**Q:** I think of G0W0 as a correction that lifts the empty levels away from the filled ones. In these results for PtSe₂, a level marked as empty goes down. How can that be?

PBE start levels (Quantum ESPRESSO) and G0W0 corrected levels (Yambo 5.3.0, plasmon-pole model) of PtSe₂, without spin-orbit coupling. The runs use PseudoDojo 0.5 standard potentials, a 1170 eV wave cutoff, a 4×4×3 k mesh, Fermi-Dirac smearing of 0.05 eV, 105 bands and a 5 Ry screening cutoff. Each level column counts from its own highest filled level.

```csv
row,state k a (reciprocal cell vector),state k b (reciprocal cell vector),state k c (reciprocal cell vector),state band,state start level (eV),state corrected level (eV),state weight z
1,0.000,0.000,0.000,top filled,-0.547,-1.202,0.79600
2,0.000,0.000,0.000,first empty,0.932,0.370,0.79300
3,0.000,0.250,0.333,top filled,0.000,0.000,0.79400
4,0.000,0.250,0.333,first empty,0.695,0.865,0.79500
5,0.000,0.250,-0.333,top filled,-1.211,-1.504,0.78800
6,0.000,0.250,-0.333,first empty,1.863,1.994,0.79400
```

**A:** Start with the zero of energy. Both level columns count from row 3, so each shift is a movement relative to that level. Rows 4 and 6 are empty and do rise, by 0.17 and 0.13 eV. Row 2 is also marked empty, yet it sinks by 0.56 eV. Its companion is row 1, the filled level at the same point Γ, where all three components of k are zero: it sinks by a similar amount.

**Q:** Is the "first empty" level the same band at each k point?

**A:** No, and this is the first half of the answer. The 50 electrons per cell that the calculation treats explicitly would fill 25 bands if the bands didn't overlap. Rows 3 and 5 are band 25, and rows 4 and 6 are band 26. At Γ, however, PBE puts band 25 so high that it is empty, which makes row 2 band 25 and row 1 band 24. Row 2 lies 0.24 eV above the band 26 level of row 4, so the PBE starting point is a semimetal.

The label therefore records whether PBE fills a level, not which band it belongs to. Row 2 belongs to a mostly filled band, at a point where that band pokes out above the Fermi level.

**Q:** Then I sort by band instead of by label, and the usual rigid shift between valence and conduction bands works again?

**A:** Only in part. Where bands 25 and 26 are compared at the same k point, they do move apart: between rows 5 and 6 the separation grows from 3.07 to 3.50 eV. But band 25 doesn't move as a block. Its level in row 5 sinks by 0.29 eV relative to row 3, and its level at Γ by almost twice as much. This variation inside one band is about as large as the best rigid step between the two bands, so the cause must be something that changes along the band.

**Q:** What changes along a band?

**A:** Most likely the kind of orbital. G0W0 removes the exchange-correlation potential of PBE from each level and puts the self-energy in its place. The PBE potential at each point in space is fixed by the density and its derivatives there. It strongly lowers any state that sits where the density is high, whether that state is filled or empty. The exchange part of the self-energy works differently: it depends on how the state overlaps with the filled orbitals.

Consider two extreme states. An empty antibonding state on the dense Pt d shell gets the full lowering from PBE, but less from true exchange, so the replacement pushes it up. A state of the filled Se p family has a shallower PBE potential and still exchanges well with its own kind. Compared with the first state, it goes down.

**Q:** Do the levels in the table fit these two extremes?

**A:** The chemistry of such compounds suggests that they do. The levels near the Fermi energy at Γ should be mainly Se p, while band 26 should contain more antibonding Pt d. This assignment is an argument from bonding, not a reading of the computed orbitals. What the calculation does show is that the PBE potential at Γ is about 2 eV shallower than in row 3, and that in band 26 it is a few tenths of an eV deeper. Rows 3 and 5 are filled, yet their potentials lie much closer to band 26 than to Γ. They are probably mixtures of Se p and Pt d, and neither extreme describes them cleanly. Across all six rows, the shallower this potential, the further down the level moves.

**Q:** Can you put that into a formula?

**A:** To first order, the shift of a level is

$$\Delta E = Z\,(\Sigma - V_{xc}).$$

Here $V_{xc}$ is the PBE exchange-correlation potential averaged over the state, and $\Sigma$ is the self-energy at the PBE level. The factor $Z$, the state weight z of the table, allows for the change of $\Sigma$ as the level moves. It is close to 0.79 in every row, so it scales all shifts alike and can't create their differences. If we subtract row 3, the shift common to all levels nearly drops out:

$$\delta E \approx Z\,(\delta\Sigma - \delta V_{xc}),$$

where $\delta$ means "relative to row 3".

Now take two limits. If the self-energy followed the PBE potential completely, no level would move relative to row 3. If it were the same for all states, each level would move by $-Z\,\delta V_{xc}$, which for row 2 means a drop of about 1.5 eV.

**Q:** Where does the real material lie between these limits?

**A:** At Γ it lies somewhat past the middle. Solving the formula for $\delta\Sigma$ shows that the self-energy follows about 60% of the change in the PBE potential, for the filled level and the empty one alike. The remaining 40%, reduced by $Z$, is the downward shift. So a correction of half an eV is what is left when two changes of one to two eV partly cancel. The two levels at Γ sink together because both their potentials and their self-energies are similar, although PBE fills only one of them.

**Q:** Could I use this to estimate the shift of another level?

**A:** Only roughly, and only if its PBE potential lies within the range covered by the table. A filled Pt d level can fall outside that range. Its potential is deep, but it also exchanges strongly with its own shell, so it needn't rise as the line would suggest. A straight line in $\delta V_{xc}$, fitted to all six rows, has a slope of −0.32 and almost no offset. For row 2, $\delta V_{xc}$ is 1.90 eV, and the line gives

$$\delta E \approx -0.007 - 0.3175 \times 1.90 \approx -0.61\ \text{eV}.$$

The calculation gives −0.56 eV, but row 2 was part of the fit. When each row in turn is left out and then predicted, the typical error is 0.10 eV. That figure is flattering, because the two levels at Γ are nearly alike and each predicts the other. Away from Γ the ratio of shift to $\delta V_{xc}$ is steeper than the line: −0.41, −0.81 and −0.59 in rows 4, 5 and 6.

The line summarises the cancellation; it isn't independent evidence for it, because $V_{xc}$ is itself an ingredient of the shift. Its slope is also set mainly by the two levels at Γ, which lie far from the others. The output printed after this exchange gives the parts for each row and compares the line with a rigid shift between the bands.

**Q:** Which level fits worst?

**A:** Row 5. The line predicts a drop of 0.12 eV, and the level sinks by 0.29 eV. The reason can be read from the limits above: this row behaves like the case of a constant self-energy. Its PBE potential is 0.36 eV shallower than that of row 3, but its self-energy is the same to within a few hundredths of an eV. Nothing offsets the change in potential, and $-Z\,\delta V_{xc}$ alone gives the computed drop.

So the share that cancels isn't a constant of the material. Measured against row 3, it is about 60% at Γ, about half in row 4, about a quarter in row 6 and practically zero here, and another reference level would give other shares. Why rows 3 and 5 have equal self-energies isn't settled by these results. They share only the band number, which doesn't fix the orbitals: the PBE potentials of bands 23 and 24 differ by almost 4 eV at the k point of row 5 but by only 0.3 eV at that of row 3, a hint that the mixing differs. Row 5 is also the deepest level in the table, and G0W0 often pushes deeper filled levels down relative to the top ones.

**Q:** After the correction, band 25 at Γ lies below band 26 in row 4. Has G0W0 turned the semimetal into a semiconductor?

**A:** It has reversed the order of these two levels. One sinks by 0.56 eV and the other rises by 0.17 eV. Together that is enough to turn the PBE overlap of 0.24 eV into a separation of about 0.5 eV. A band gap is a stronger claim, because it needs the highest point of band 25 and the lowest point of band 26 in the whole zone.

The electron count gives a reason for caution. Since PBE leaves band 25 empty at Γ, the electrons it lacks there must sit in band 26. They either fill the level of row 4 in part or occupy band 26 at other k points, where it may lie lower.

**Q:** And if I only want the size of that separation?

**A:** I wouldn't rely on it. The screening was computed from the semimetallic PBE bands with a plasmon-pole model, which can miss the low-energy transitions of a semimetal. The run also keeps the PBE occupations, with band 25 empty at Γ, although the corrected order of rows 2 and 4 would fill it; updating the occupations and the screening is expected to change the separation again. Spin-orbit coupling is left out, although it would split the degenerate pair at Γ to which row 1 belongs and would shift the band edges. The numbers of bands, the cutoffs and the k mesh are also short of convergence. Too few empty bands usually affect compact d states more than spread-out p states, so part of the relative shifts may come from the settings.

What I would keep is the pattern of the shifts, not their exact sizes. In this table the depth of a level's PBE potential puts the shifts in order, while the label "filled" or "empty" doesn't. The kind of orbital is the likely reason, though the orbitals themselves weren't analysed here.

Printed output of the fit:

```
Shifts and their parts relative to row 3 in eV:
  row  band number  G0W0 shift      Vxc  self-energy
    1           24      -0.655    2.047        1.225
    2           25      -0.562    1.897        1.188
    3           25           0        0            0
    4           26        0.17  -0.4188       -0.205
    5           25      -0.293   0.3638    -0.008067
    6           26       0.131  -0.2219     -0.05696
PBE overlap, band 25 at Gamma above band 26 of row 4, eV: 0.237
G0W0 separation, band 26 of row 4 above band 25 at Gamma, eV: 0.495
change of this separation by G0W0, eV: 0.732
PBE separation of bands 24 and 25 at Gamma, eV: 1.479
G0W0 separation of bands 24 and 25 at Gamma, eV: 1.572
PBE separation of rows 5 and 6, eV: 3.074
G0W0 separation of rows 5 and 6, eV: 3.498
widening between rows 5 and 6, eV: 0.424
share of the Vxc change followed by the self-energy, row 1: 0.5981
share of the Vxc change followed by the self-energy, row 2: 0.6264
mean weight Z: 0.7933
spread of Z, percent of its mean: 1.008
largest error of the relative self-energy per 1 eV of unknown common shift, eV: 0.00959
electrons per cell missing from band 25 if only Gamma is empty: 0.04167
fit of shift on 6 rows: constant -0.007441 +/- 0.047, coefficient of dv -0.3175 +/- 0.04; rms 0.0794, worst 5 0.17, leave-one-out rms 0.103
fit of shift on 6 rows: constant -0.3775 +/- 0.13, coefficient of upper 0.528 +/- 0.22; rms 0.209, worst 3 -0.378, leave-one-out rms 0.279
```
